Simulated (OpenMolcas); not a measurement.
**A ladder of methods for B2 (SMILES B#B)**

B2: 2 atoms, total charge 0, spin state triplet. SMILES: `B#B`. The coordinates come from a GFN2-xTB relaxation.

```jsonl
{"atom": "B", "x (Å)": "0.0000", "y (Å)": "0.0000", "z (Å)": "0.0000"}
{"atom": "B", "x (Å)": "0.0000", "y (Å)": "0.0000", "z (Å)": "1.4051"}
```

Quantity: the energy change with the B1–B2 bond stretched from 1.405 to 2.459 Å, in eV. The values are calculated.

```csv
level,kind,program,value (eV)
USVWN5/pcseg-0,LDA,OpenMolcas,0.81
UB3LYP/pcseg-0,global hybrid,OpenMolcas,0.33
"CASPT2(6,8)/pcseg-0",multireference,OpenMolcas,?
"CASSCF(6,8)/pcseg-0",multireference,OpenMolcas,0.30
"MRCI(4,4)/pcseg-0",multireference,OpenMolcas,?
"SC-NEVPT2(6,8)/pcseg-0",multireference,OpenMolcas,0.59
ROCCSD(T)/pcseg-0,coupled cluster or CI,OpenMolcas,0.65
FCI/3-21G,exact in the basis,OpenMolcas,0.64
FCI/pcseg-0,exact in the basis,OpenMolcas,0.62
```

Estimate what the levels marked ? give.

As computed at these levels: CASPT2(6,8)/pcseg-0: 0.60 eV; MRCI(4,4)/pcseg-0: 0.71 eV. The first shape isn't each level's own minimum. The values span 0.30 to 0.81 eV. All rows use very small basis sets, so even the best lies far from the true value.

Stretching B2 costs 0.62 eV at full CI in pcseg-0, and recovering that value depends mainly on dynamic correlation. CASSCF(6,8) already spans the valence space and handles the 2s–2p near-degeneracy, yet gives only 0.30 eV. Second-order perturbation theory on top brings the result to 0.59–0.60 eV, because the correlation it adds stabilises the compact molecule more than the stretched one. ROCCSD(T) comes equally close, so a single reference still suffices at this separation, though that says nothing about full dissociation. The two functionals err in opposite directions, LDA upward and B3LYP downward.

The small cost shouldn't be read as a weak bond. The triplet has two singly occupied π bonding orbitals, not the triple bond the SMILES implies, and its known equilibrium length is clearly longer than 1.405 Å. The GFN2-xTB geometry therefore starts on the repulsive wall, and the energy released as the compression is relieved offsets part of the cost of stretching.
